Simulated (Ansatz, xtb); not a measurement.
**Ligand exchange: C2H3F + SiH3Br → C2H6Si + BrF**

Species: C2H3F `C=CF`, singlet; SiH3Br `[SiH3]Br`, singlet; C2H6Si (vinylsilane) `C=C[SiH3]`, singlet; BrF (bromine fluoride), singlet. The partners trade F for SiH3: C–F and Br–SiH3 bonds give way to C–SiH3 and Br–F.

Shapes, held fixed at every level: PBE0-D4/def2-TZVP. Programs: Ansatz 0.2.0, xtb 6.7.1. The zero-point and thermal change to 298 K, harmonic and unscaled (PBE0-D4/def2-TZVP), is -2.6 kJ/mol.

```csv
level,kind,ΔH(298 K) (kJ/mol),less CCSD(T)/def2-TZVPP,CPU time (sum over the molecules)
GFN2-xTB,semi-empirical,+280.5,+20.4,0.17 s
HF/def2-SVP,Hartree–Fock,+301.7,+41.6,–
HF/def2-TZVPP,Hartree–Fock,+289.4,+29.3,–
B3LYP-D4/def2-TZVPP,global hybrid,+251.6,-8.5,14 s
PBE0-D4/def2-TZVPP,global hybrid,+264.7,+4.6,10 s
r2SCAN0-D4/def2-TZVPP,global hybrid,+277.9,+17.8,18 s
wB97M-V/def2-TZVPP,range-separated hybrid,+260.0,-0.1,38 s
CCSD(T)/def2-SVP,coupled cluster or CI,+272.2,+12.1,7.4 s
CCSD(T)/def2-TZVPP,coupled cluster or CI,+260.1,0.0,84 s
```

The highest level, CCSD(T)/def2-TZVPP, gives ΔH(298 K) = +260.1 kJ/mol; the levels span +251.6 to +301.7. The column of differences is taken from that level and isn't an error. No measured value is set beside it here. Relativity is left out for Br unless named. Correlated rows may include outer-core shells of Br, which these sets cover unevenly. Times are processor times on shared x86 and Arm servers, and rough.

The exchange is strongly endothermic at every level, and the small thermal correction places the cost in the electronic energies. Two strong polar bonds, C–F and Si–Br, are given up for a less polar C–Si bond and a weak Br–F bond. Fluorine loses an electropositive carbon partner, along with its lone-pair donation into the vinyl π system, and ends up on bromine, where lone pairs on both atoms repel and bromine is formally oxidised.

Hartree–Fock overshoots coupled cluster in the same basis by 29.3 kJ/mol, so correlation favours the products, probably mostly through the electron-rich Br–F bond. Enlarging the basis lowers the Hartree–Fock and CCSD(T) values by nearly the same amount, which suggests that the gain comes mainly from better mean-field polarisation rather than from correlation. The sign of the reaction enthalpy is therefore secure, but the near coincidence of wB97M-V with CCSD(T) in a single reaction may owe something to error cancellation and doesn't establish general accuracy for such exchanges.
